## Question: the Grassmann determinant and the fermion-loop minus sign, with numbers for a two-site H₂ model

My QED course derives the Dirac propagator and the rule "$-1$ for every closed fermion loop" from the Grassmann Gaussian integral. I can follow the symbols, but I want to see the signs do something checkable, so I made up a small case.

Model H₂ as two orthogonal orbitals with no electron–electron interaction. Site 1 is at $z=+R/2$, site 2 at $z=-R/2$, and

$$H=\sum_{\sigma}c^\dagger_\sigma\,(h+\Delta\,\sigma_z)\,c_\sigma,\qquad h=-t\,\sigma_x,\qquad \Delta=\tfrac12 e\mathcal E R .$$

The Pauli matrices act on the site index, $c_\sigma=(c_{1\sigma},c_{2\sigma})^T$, and $\Delta\sigma_z$ is the energy of an electron of charge $-e$ in a field $\mathcal E$ along $z$. The chemical potential is zero.

Data: $R=0.74$ Å (typical bond length); $t=6.0$ eV (assumed, chosen so that the gap $2t$ falls in the typical range 11–13 eV of the first strong electronic absorption); $\mathcal E=1.0$ V/nm; photon energy $\hbar\Omega=2.33$ eV; and $k_BT=3.0$ eV, an artificial temperature that keeps the determinants of order one.

1. Get $Z=\mathrm{Tr}\,e^{-\beta H}$ at $\mathcal E=0$ as a determinant with $N=4,16,64$ time slices.
2. Get the propagator from the source terms. What plays the part of $S_F$?
3. Compute the two-vertex loop at $T=0$: the energy shift in the static field and the polarizability at $\Omega$. What would go wrong without the $-1$?

## Answer

Your model is the zero-momentum mode of a Dirac field with mass $t$, so everything carries over almost letter by letter. I use $\hbar=c=k_B=1$, energies in eV, times in eV$^{-1}$, metric $(+,-,-,-)$. Since $t$ is the hopping, real time is $s$ and imaginary time is $\tau$.

### Why the Gaussian formula holds

Take anticommuting generators $\psi_i,\bar\psi_i$, $i=1\dots n$, with the Berezin rules $\int d\psi\,1=0$, $\int d\psi\,\psi=1$ and the measure $\prod_i d\bar\psi_i\,d\psi_i$, so that $\int d\bar\psi\,d\psi\;\psi\bar\psi=1$. The integral picks out the coefficient of the monomial that contains every generator once. For $n=2$ that monomial comes from the second-order term of $e^{-\bar\psi M\psi}$:

$$\tfrac12(\bar\psi M\psi)^2=M_{11}M_{22}\,\bar\psi_1\psi_1\bar\psi_2\psi_2+M_{12}M_{21}\,\bar\psi_1\psi_2\bar\psi_2\psi_1=(M_{11}M_{22}-M_{12}M_{21})\,\psi_1\bar\psi_1\psi_2\bar\psi_2 .$$

For general $n$ the reordering supplies the sign of the permutation, and the sum over permutations is $\det M$. With Grassmann sources $\eta,\bar\eta$ and invertible $M$, complete the square,

$$-\bar\psi M\psi+\bar\eta\psi+\bar\psi\eta=-(\bar\psi-\bar\eta M^{-1})M(\psi-M^{-1}\eta)+\bar\eta M^{-1}\eta ,$$

and use that the Berezin integral is invariant under shifts:

$$\int\prod_i d\bar\psi_i\,d\psi_i\;e^{-\bar\psi M\psi+\bar\eta\psi+\bar\psi\eta}=\det M\;e^{\bar\eta M^{-1}\eta}.$$

The exponentials are polynomials, so no positivity of $M$ is needed. The complex bosonic integral gives $1/\det M$ instead and needs the Hermitian part of $M$ to be positive.

Compare the terms bilinear in the sources. On the left, $\tfrac12\langle(\bar\eta\psi+\bar\psi\eta)^2\rangle=\bar\eta_a\langle\psi_a\bar\psi_b\rangle\eta_b$, with averages normalised by $\det M$. Hence $\langle\psi_a\bar\psi_b\rangle=(M^{-1})_{ab}\equiv G_{ab}$. The quartic terms give Wick's theorem, $\langle\psi_a\bar\psi_b\psi_c\bar\psi_d\rangle=G_{ab}G_{cd}-G_{ad}G_{cb}$.

For the Dirac field the weight is $\exp i\!\int\! d^4x\,[\bar\psi(i\gamma^\mu\partial_\mu-m)\psi+\bar\eta\psi+\bar\psi\eta]$. So $M=-i(i\gamma^\mu\partial_\mu-m)$, each source carries a factor $i$, and $i^2=-1$ gives

$$\frac{Z_0[\bar\eta,\eta]}{Z_0[0,0]}=\exp\Big[-\!\int\! d^4x\,d^4y\;\bar\eta(x)S_F(x-y)\eta(y)\Big],\qquad S_F(p)=\frac{i(\gamma^\mu p_\mu+m)}{p^2-m^2+i0},$$

where $S_F=M^{-1}=\langle T\psi\bar\psi\rangle$.

The loop sign follows from the position of the determinant. Adding a bilinear perturbation, $M\to M+V$,

$$\ln\frac{\det(M+V)}{\det M}=\mathrm{tr}\ln(1+GV)=-\sum_{k\ge1}\frac1k\,\mathrm{tr}\,(-VG)^k .$$

Each term is a ring of $k$ vertices $-V$ and $k$ propagators with symmetry factor $1/k$, and it has an overall $-1$. For $1/\det$ the same sum has $+1$. In Wick language, the connected part of $\langle\bar\psi V\psi\,\bar\psi V\psi\rangle$ needs the last $\psi$ in front of the first $\bar\psi$, which is an odd number of transpositions, and equals $-\mathrm{tr}(VGVG)$.

### Part 1: the partition function as a determinant

The two spins decouple, so $Z=Z_\sigma^2$. Cut $\beta=1/(3.0\ \text{eV})=0.333$ eV$^{-1}$ into $N$ steps $a=\beta/N$ and insert fermion coherent states. To first order in $a$ one step has the kernel $\exp(\bar\psi_kB\psi_{k-1})$ with $B=1-ah$. The trace formula $\mathrm{Tr}A=\int d\bar\psi\,d\psi\,e^{-\bar\psi\psi}\langle-\psi|A|\psi\rangle$ closes the chain with $\psi_0=-\psi_N$. The exponent is $-\bar\psi M\psi$ with a $2N\times2N$ matrix, for $N=4$

$$M=\begin{pmatrix}1&0&0&B\\-B&1&0&0\\0&-B&1&0\\0&0&-B&1\end{pmatrix}\equiv1-K .$$

$K$ advances one slice, so $K^N=-B^N$ on every slice and only powers $K^{jN}$ have a trace. Then $\mathrm{tr}\ln(1-K)=-\sum_j(-1)^j\,\mathrm{tr}B^{jN}/j=\mathrm{tr}\ln(1+B^N)$. Both determinants are polynomials in $B$, so the result holds beyond the radius of convergence of the series:

$$Z_\sigma(N)=\det M=\det(1+B^N)=\big[1+(1+\beta t/N)^N\big]\big[1+(1-\beta t/N)^N\big].$$

The two factors belong to the bonding orbital $g$ (energy $-t$) and the antibonding orbital $u$ (energy $+t$). Here $\beta t=2$. For $N=4$, $a=0.0833$ eV$^{-1}$, $at=0.5$, and the eigenvalues of $B^4$ are $1.5^4=5.0625$ and $0.5^4=0.0625$.

| $N$ | $Z_\sigma(N)$ |
|---|---|
| 4 | 6.441 |
| 16 | 8.479 |
| 64 | 9.237 |
| $\infty$ | 9.524 |

The limit is $\det(1+e^{-\beta h})=2+2\cosh\beta t$. Count the four Fock states of one spin directly: empty (energy 0), $g$, $u$, and both (energy 0) give $1+7.389+0.135+1=9.524$. The slicing error follows from $(1-x/N)^N\approx e^{-x}(1-x^2/2N)$ with $x=\pm\beta t$: the relative shift of $Z_\sigma$ is $-(\beta t)^2(n_g+n_u)/2N=-(\beta t)^2/2N$, because the Fermi occupations satisfy $n_g+n_u=1$. That estimates 3.1 % too low at $N=64$, and the table gives 3.0 %. With the exact one-step kernel $B=e^{-ah}$ the determinant is exact for every $N$.

For both spins $Z=90.71$ and the grand potential is $-T\ln Z=-13.52$ eV, against the ground-state energy $-2t=-12.0$ eV. If you close the chain periodically, the corner block becomes $-B$ and you get $\det(1-e^{-\beta h})=2-2\cosh\beta t=-5.524$. That is $\mathrm{Tr}\,(-1)^{\hat N}e^{-\beta H}$ for one spin, with $\hat N$ the particle number, and it is no partition function.

Your temperature corresponds to $3.5\times10^4$ K and mixes in sectors with zero to four electrons, so these numbers test the algebra and describe no gas. At 300 K, $\beta t=232$ and the model is in its ground state for every purpose.

### Part 2: the propagator and the analogue of $S_F$

The equal-slice block of $M^{-1}=\sum_jK^j$ is $(1+B^N)^{-1}$. For $N=4$ its eigenvalues are $1/6.0625=0.1649$ for $g$ and $1/1.0625=0.9412$ for $u$. With the projectors $P_{g,u}=(1\pm\sigma_x)/2$, the site elements are half the sum and half the difference: $G_{11}=0.5531$, $G_{12}=-0.3881$. For $N\to\infty$,

$$G(\tau)=e^{-\tau h}(1+e^{-\beta h})^{-1}\ \ (0<\tau<\beta),\qquad G(\tau)=-e^{-\tau h}(1+e^{\beta h})^{-1}\ \ (-\beta<\tau<0).$$

At $\tau=0^+$ this is $\langle c_ic_j^\dagger\rangle$, with $G_{11}=\tfrac12$ and $G_{12}=-\tfrac12\tanh(\beta t/2)=-0.3808$. The sign is that of $\langle c_1c_2^\dagger\rangle=-\langle c_2^\dagger c_1\rangle$, the bond order being positive.

Let $\beta\to\infty$ and set $\tau=is$:

$$G(s)=\theta(s)\,P_u\,e^{-its}-\theta(-s)\,P_g\,e^{+its}.$$

With $G(s)=\int\frac{d\omega}{2\pi}e^{-i\omega s}G(\omega)$ and $h=t(P_u-P_g)$,

$$G(\omega)=\frac{iP_u}{\omega-t+i0}+\frac{iP_g}{\omega+t-i0}=\frac{i(\omega+h)}{\omega^2-t^2+i0}.$$

This is the inverse of $M=-i(i\partial_s-h)$, read off from the weight $\exp i\!\int\! ds\,\psi^\dagger(i\partial_s-h)\psi$. The $i0$ has nothing to do with convergence of the Grassmann integral. It records the boundary condition in time, here the antiperiodic circle with $\beta\to\infty$, which selects the state with $g$ full and $u$ empty.

Now define $\gamma^0=-\sigma_x$ and $\bar\psi=\psi^\dagger\gamma^0$. Then $(\gamma^0)^2=1$, $h=\gamma^0t$, the Lagrangian is $\bar\psi(i\gamma^0\partial_s-t)\psi$, and

$$S_F(\omega)=G(\omega)\gamma^0=\frac{i(\gamma^0\omega+t)}{\omega^2-t^2+i0},\qquad \frac{Z_0[\bar\eta,\eta]}{Z_0[0,0]}=\exp\Big[-\!\int\! ds\,ds'\,\bar\eta(s)S_F(s-s')\eta(s')\Big].$$

With spin included, $\gamma^0$ is a $4\times4$ matrix with eigenvalues $+1,+1,-1,-1$, like the Dirac one. So this is the Dirac propagator at $\mathbf p=0$ with $m=t=6.0$ eV. The filled bonding orbital is the Dirac sea, an electron in $u$ is the particle, a hole in $g$ is the antiparticle, and the pair threshold $2m$ is the gap of 12.0 eV.

The vertex fits too. $\sigma_z$ anticommutes with $\gamma^0$, so $\gamma^3\equiv\gamma^0\sigma_z$ has $(\gamma^3)^2=-1$ and $\psi^\dagger\sigma_z\psi=\bar\psi\gamma^3\psi$. The loop below has the form of the $\mathbf p=0$ contribution to the 33 component of the vacuum polarisation tensor. The analogy stops at one point. In QED a constant $A_3$ only shifts the momentum and drops out of the gauge-invariantly regulated $\int d^3p$. Here there is one mode and no such integral, so the static response survives.

### Part 3: the loop

First a check of the sign that needs no integral. In the ground state the single electron of one spin is on site 1 or on site 2, so $D=n_1-n_2$ has $\langle D\rangle=0$ and $\langle D^2\rangle=1$. The loop rule gives

$$\langle D^2\rangle=-\mathrm{tr}\,[\sigma_zG(0^+)\sigma_zG(0^-)]=-\mathrm{tr}\,[\sigma_zP_u\sigma_z(-P_g)]=\mathrm{tr}\,P_g=1,$$

since $\sigma_zP_u\sigma_z=P_g$. Without the $-1$ a variance would be negative.

**Static field.** The coupling is $\Delta=\tfrac12(1.0\ \text{V/nm})(0.074\ \text{nm})\,e=0.037$ eV. The nuclei sit symmetrically about the origin and add no dipole. In real time $V=i\Delta\sigma_z$, so the vertex is $-i\Delta\sigma_z$. Over a long time $\mathcal T$, $\ln(Z/Z_0)=-i\,\delta E\,\mathcal T$. The one-vertex ring vanishes because $\mathrm{tr}\,\sigma_zG=0$. The two-vertex ring, with loop sign, symmetry factor and two spins written out, is

$$-i\,\delta E=(-1)\cdot\tfrac12\cdot2\cdot(-i\Delta)^2L(0),\qquad L(\Omega)=\int\!\frac{d\omega}{2\pi}\,\mathrm{tr}\,[\sigma_zG(\omega+\Omega)\sigma_zG(\omega)].$$

Since $\sigma_zh\sigma_z=-h$, the trace at $\Omega=0$ is $i^2\,\mathrm{tr}[(\omega-h)(\omega+h)]/(\omega^2-t^2)^2=-2/(\omega^2-t^2+i0)$. Closing the contour clockwise round the pole at $\omega=t-i0$ gives $\int\frac{d\omega}{2\pi}(\omega^2-t^2+i0)^{-1}=-i/2t$. Thus $L(0)=i/t$, $-i\,\delta E=+i\Delta^2/t$, and

$$\delta E=-\frac{\Delta^2}{t}=-\frac{(0.037\ \text{eV})^2}{6.0\ \text{eV}}=-0.228\ \text{meV}.$$

All rings can be summed, because the determinant is known. On the imaginary axis $\omega=i\nu$, $\det(-i\nu+h+\Delta\sigma_z)=-(\nu^2+t^2+\Delta^2)$, and

$$\delta E=-2\!\int\!\frac{d\nu}{2\pi}\ln\frac{\nu^2+t^2+\Delta^2}{\nu^2+t^2}=-2\sqrt{t^2+\Delta^2}+2t=-\frac{\Delta^2}{t}+\frac{\Delta^4}{4t^3}-\dots$$

This is what two electrons in the lower eigenvalue of $h+\Delta\sigma_z$ give by elementary diagonalisation. The four-vertex ring is $2.2\times10^{-9}$ eV and does not touch the printed digits. Without the loop sign the shift would be $+0.228$ meV, while a second-order shift of a ground state can never be positive.

**Finite frequency.** The general trace is $-2[\omega(\omega+\Omega)-t^2]/\{[(\omega+\Omega)^2-t^2][\omega^2-t^2]\}$. Rotate $\omega=i\nu$, $\Omega=iW$:

$$L=2i\!\int\!\frac{d\nu}{2\pi}\,\frac{\nu(\nu+W)+t^2}{[(\nu+W)^2+t^2][\nu^2+t^2]}=2i\,\mathrm{Re}\!\int\!\frac{d\nu}{2\pi}\frac{1}{[t-i(\nu+W)][t+i\nu]}=2i\,\mathrm{Re}\,\frac{1}{2t-iW}=\frac{4it}{4t^2+W^2},$$

using the pole at $\nu=it$. Continuing back, $L(\Omega)=4it/(4t^2-\Omega^2)$. For a time-dependent field the ring gives $\ln(Z/Z_0)=\int\frac{d\Omega}{2\pi}|\Delta(\Omega)|^2L(\Omega)$, and the polarizability is defined by $\ln(Z/Z_0)=\frac i2\int\frac{d\Omega}{2\pi}\alpha_\parallel(\Omega)|\mathcal E(\Omega)|^2$. Below threshold the time-ordered and retarded functions coincide, so

$$\alpha_\parallel(\Omega)=\frac{e^2R^2}{2t}\,\frac{4t^2}{4t^2-\Omega^2}.$$

The sum over states gives the same: per spin one transition with $\omega_0=2t$ and dipole $d=eR/2$, contributing $2\omega_0d^2/(\omega_0^2-\Omega^2)$. The singularity at $\Omega=2t$ is a pole, where QED has a branch point at $2m$, because the pair has no continuum of relative momenta.

Numbers. With $e^2/4\pi\varepsilon_0=\alpha_{\rm fs}\hbar c=1.440$ eV nm, where $\alpha_{\rm fs}$ is the fine-structure constant, the static polarizability volume is

$$\frac{\alpha_\parallel(0)}{4\pi\varepsilon_0}=\frac{1.440\ \text{eV nm}\times(0.074\ \text{nm})^2}{12.0\ \text{eV}}=6.57\times10^{-4}\ \text{nm}^3 .$$

In atomic units $R=1.398\,a_0$ and $2t=0.4410\,E_h$, so $\alpha_\parallel(0)=4.43\ e^2a_0^2/E_h$, which is $7.31\times10^{-41}$ C m²/V. As a check, $-\tfrac12\alpha_\parallel\mathcal E^2=-3.66\times10^{-23}$ J $=-0.228$ meV. At $\hbar\Omega=2.33$ eV the dispersion factor is $144/(144-5.43)=1.039$, giving $4.61\ e^2a_0^2/E_h$, or $6.83\times10^{-4}$ nm³.

**Do bosons then have negative polarizability?** No. At finite temperature the $\nu$ integral becomes a Matsubara sum, and for levels $\epsilon_a,\epsilon_b$ measured from the chemical potential

$$T\sum_n\frac{1}{(i\nu_n-\epsilon_a)(i\nu_n-\epsilon_b)}=\pm\frac{n(\epsilon_a)-n(\epsilon_b)}{\epsilon_a-\epsilon_b},$$

with $+$ and Fermi functions for $\nu_n=(2n+1)\pi T$, and $-$ and Bose functions for $\nu_n=2n\pi T$. The loop sign and this sign cancel in the comparison, so both statistics give a grand-potential shift $|V_{ab}|^2(n_a-n_b)/(\epsilon_a-\epsilon_b)<0$ per pair of levels, where $V_{ab}$ is the matrix element of the perturbing energy. For bosons the chemical potential must lie below $g$, otherwise the integral diverges. What is inconsistent is the fermion propagator without the fermion loop sign. For your electrons the shift is $-(\Delta^2/t)\tanh(\beta t/2)$, and at $T=3.0$ eV the factor is $0.7616$, giving $-0.174$ meV.

### How far to trust the number

The digits above belong to the model with its assumed $t$. Two things it leaves out are as large as the effect.

*Overlap.* For two hydrogen $1s$ orbitals at distance $\rho=R/a_0$ the overlap is $S=e^{-\rho}(1+\rho+\rho^2/3)=0.75$. Normalising $g$ and $u$ with it changes the transition dipole to $eR/(2\sqrt{1-S^2})$. At fixed gap this multiplies $\alpha_\parallel$ by $1/(1-S^2)=2.3$.

*Interaction.* Add a Hubbard term $U\sum_in_{i\uparrow}n_{i\downarrow}$. The two-electron ground singlet has energy $E_0=U/2-\sqrt{U^2/4+4t^2}$ and ionic weight $w=\tfrac12\big[1-(U/2)/\sqrt{U^2/4+4t^2}\big]$. The dipole connects it only to the odd ionic state at energy $U$, with squared matrix element $e^2R^2w$. The static polarizability is therefore multiplied by $4tw/(U-E_0)$. For an illustrative $U=t$ one has $w=0.379$, $U-E_0=15.37$ eV, and a factor $0.59$ at fixed $t$.

The two corrections pull in opposite directions, and higher orbitals are missing altogether. The typical parallel static polarizability of H₂ at this bond length is near $6.4\ e^2a_0^2/E_h$, so the model's value of about 4.4 is too low and reaches about 0.7 of it. The signs do not depend on these inputs: the determinant in the numerator gives the $-1$, and the $-1$ makes $\langle D^2\rangle$ and $\alpha_\parallel(0)$ positive for any $t>0$ and any $R$.